*Is the band gap of InP larger in a squeezed crystal or in a stretched one?* The table follows one crystal structure through twelve volumes per atom. The shortest distance is that between an In atom and its four P neighbours. The least direct gap compares filled and empty levels for electron waves of the same wavelength and direction.

InP (space group F-43m) in Ansatz 0.2.0, with PBE, plane waves and PAW, without spin polarisation or spin–orbit coupling; the cells are an r2SCAN-relaxed cell strained equally in all directions. The cutoff is 420 eV, the k mesh 8×8×8 and the Fermi–Dirac smearing 0.02 eV. Gaps are the least over the mesh, the named k points and any path between them.

```
volume (Å³/atom)  shortest distance (Å)  band gap (eV)  least direct gap (eV)
          22.801                  2.456          1.246                  1.246
          23.521                  2.481          1.081                  1.081
          23.887                  2.494          0.998                  0.998
          24.256                  2.507          0.916                  0.916
          24.629                  2.520          0.833                  0.833
          25.006                  2.532          0.750                  0.750
          26.552                  2.584          0.422                  0.422
          27.349                  2.609          0.261                  0.261
          28.161                  2.635          0.102                  0.102
          28.731                  2.652          0.000                  0.000
          29.630                  2.680          0.000                  0.000
          30.047                  2.692          0.000                  0.000
```

The squeezed crystal has the larger gap. From the most compact cell to the last one with an open gap, the value drops from 1.246 to 0.102 eV, and it drops at every step. The band gap equals the least direct gap in every row. Both edges lie at Γ, the point where the electron wave repeats without change from one unit cell to the next.

*Why does stretching the crystal lower the gap?* It helps to start from atoms far apart. The filled 5s level of a free In atom lies below the partly filled 3p level of a free P atom. Even when the single 5p electron of In joins it, this upper level holds only four electrons in six places, so this order of levels leaves no gap between filled and empty places.

Now let the atoms approach. The s orbitals of In and P combine into a bonding level, which sinks, and an antibonding level, which is pushed up. In a compact enough crystal the antibonding level rises above the p-like level and hands its two electrons over. The p-like level is then full, the s-like level is empty, and the distance between them is the gap. Stretching the crystal weakens the overlap and undoes this push, so the gap shrinks.

The calculated levels at Γ fit this picture. A single level there is s-like and a threefold one is p-like, as the symmetry of the structure requires for levels built from s and p orbitals. Between the volumes 23.887 and 28.731 Å³ per atom, the distance between the two s-like levels shrinks from 12.9 to 10.7 eV. That the shrinking overlap is the reason is bonding theory; the calculation gives the level positions, not the overlap.

*Do all level distances shrink when bonds get longer?* They do not. Over the same stretch, the distance between the lower and the upper p-like level at Γ stays at 4.1 eV, within a few hundredths. The s-like level thus moves down between two p-like levels that keep their distance. Why the p-like pair is so steady can't be read from these results.

The place of the level in the band structure matters too. Γ is the centre of the range of wave vectors. At L, a point on its edge, the lowest empty level also approaches the valence top, but only from 1.63 to 1.18 eV. That is less than half of the fall at Γ, which is 1.0 eV between the same two cells. At the mesh point three quarters of the way to X, another point on the edge, the lowest empty level even moves the other way, from 1.83 to 2.07 eV above the valence top. For a related compound the first thing to find out is therefore which level forms the lower edge of the empty bands. If it is the antibonding s level at Γ, a clear fall of the gap on stretching is the natural guess.

*Are the three zeros at the end just gaps too small to see?* They are something else: the two levels have changed places. At 28.731 Å³ per atom the s-like level lies 0.005 eV below the p-like one. Levels of different symmetry don't repel each other, so they can cross. The order is now that of the separated atoms.

In the last two rows the filling of the levels tells the same story. The topmost occupied level at Γ is two-thirds full, which is what a threefold level with six places and four electrons must be. The two other electrons sit in the s-like level, which has dropped below. A partly filled level has no gap above it, however far the s-like level sinks. The printed zero is therefore a floor and hides how far the inversion has gone.

*How can the gap be estimated for a volume that isn't in the table?* Suppose that each small relative change of volume shifts the gap by the same constant times that change. Adding up many small steps then gives a logarithm:

E = E₀ + a ln(V/V₀)

Here E is the gap, V the volume per atom, V₀ a reference volume of 26 Å³, E₀ the gap at that volume, and a the deformation potential of the gap. Fitted to the nine rows with an open gap, E₀ is 0.537 eV and a is −5.43 eV. In plain terms, one per cent more volume costs about 0.05 eV of gap.

The row at 28.731 Å³ was not part of the fit and serves as an example. The ratio 28.731/26 is 1.105, and its logarithm is 0.0999. Multiplied by −5.432 eV this gives −0.543 eV, and added to 0.537 eV it leaves −0.006 eV. The negative sign means that the levels have crossed, and the calculated levels give −0.005 eV.

So close a match should not be over-read. A straight line in the bond length describes the nine open rows almost as well and gives −0.015 eV for the same cell. Extrapolation is thus uncertain by at least 0.01 eV or so, even this close to the fitted rows. For the last two rows both formulas predict a deeper inversion, by roughly 0.2 to 0.3 eV, but no level position is at hand to test that. The printed output below compares the two fits.

*Does one fixed number of eV per GPa describe the response to pressure?* Only over a narrow range of pressure. Pressure acts on the gap by changing the volume, and a compressed crystal is stiffer, so each further GPa changes the volume less. In the most compressed step the gap rises by 0.050 eV per GPa; in the most stretched step with an open gap it is 0.116 eV per GPa.

The stiffness accounts for this difference. The bulk modulus, which is the pressure needed per relative loss of volume, is 106 GPa in the first of these steps and 47 GPa in the second. Dividing 5.43 eV by these values gives 0.051 and 0.116 eV per GPa, close to what the rows show. The response to volume is nearly constant, and the response to pressure is not. Both ends are model cases in any event. The pressure of the first row, about 12 GPa, is a PBE value and lies in the range where real InP is expected to change its structure. The last row with an open gap has a negative pressure, −3.2 GPa, which means a pull from all sides that no press can supply.

*Which digits of the gap can be trusted?* The third decimal is good for comparing neighbouring rows of this one calculation, but not for describing the material. The choice of cell already matters far more. The functional used here, PBE, gives zero pressure at 26.5 Å³ per atom, where the fit yields a gap of 0.44 eV. In the unstrained cell found with another functional, r2SCAN, the volume is 25.8 Å³ and the same fit yields 0.58 eV.

Both values are far below the measured gap, which is roughly 1.4 eV. Spin–orbit coupling is missing from the calculation, but it would lower the open gaps by a further 0.04 eV or so, and lattice vibrations usually lower such a gap too. Neither can make up the shortfall. A smaller part of it is expected from the cells, both somewhat larger than the measured one; the main part comes from the tendency of PBE to give gaps that are too small.

This bears most on the volume at which the gap closes. The fit puts it at 28.7 Å³ per atom, and a gap lower by 0.04 eV would shift that by less than one per cent. A gap too small by most of an eV is a different matter: real InP should need a much larger expansion before its levels cross. The direction of the trend shows at every step with an open gap and agrees with the bonding picture, so it is the safest result. The slope is firm within PBE, but whether the error of PBE stays the same from one volume to the next is not tested here.

Printed output of the fit:

```
fit of band_gap on 9 rows (band_gap > 0): constant 0.5367 +/- 0.00077, coefficient of lnv -5.432 +/- 0.01; rms 0.0018, worst 22.801 0.00394, leave-one-out rms 0.00247
  rows outside the fit (model, value, miss): 28.731 -0.005877, 0, -0.00588; 29.63 -0.1733, 0, -0.173; 30.047 -0.2492, 0, -0.249
fit of band_gap on 9 rows (band_gap > 0): constant 16.96 +/- 0.037, coefficient of bond -6.399 +/- 0.014; rms 0.0022, worst 28.161 -0.00416, leave-one-out rms 0.0033
  rows outside the fit (model, value, miss): 28.731 -0.01515, 0, -0.0152; 29.63 -0.1904, 0, -0.19; 30.047 -0.2704, 0, -0.27
fall of the gap over the nine open rows, eV: 1.144
gap change for 1 % more volume, eV: -0.05405
slope per cubic angstrom, last open step over first step: 0.8545
distance of the two s-like singlets at 23.887, eV: 12.89
distance of the two s-like singlets at 28.731, eV: 10.69
distance of the two p-like triplets at 23.887, eV: 4.082
distance of the two p-like triplets at 28.731, eV: 4.062
lowest empty level at L above valence top at 23.887, eV: 1.628
lowest empty level at L above valence top at 28.731, eV: 1.182
upper singlet less triplet at 28.731, eV: -0.005006
filling of the triplet at 28.731: 0.7396
filling of the top level at 29.630: 0.6692
filling of the top level at 30.047: 0.6696
gap rise per GPa, first step (most compressed), eV/GPa: 0.05016
gap rise per GPa, last open step, eV/GPa: 0.1158
bulk modulus over the first step, GPa: 105.8
bulk modulus over the last open step, GPa: 46.92
PBE volume at zero pressure, cubic angstrom per atom: 26.47
volume of the unstrained r2SCAN cell, cubic angstrom per atom: 25.77
gap from the logarithmic fit at the PBE zero-pressure volume, eV: 0.4401
gap from the logarithmic fit at the r2SCAN cell, eV: 0.5847
volume where the logarithmic fit reaches zero, cubic angstrom per atom: 28.7
volume shift of the closure for a gap lower by 0.04 eV, %: -0.7336
```
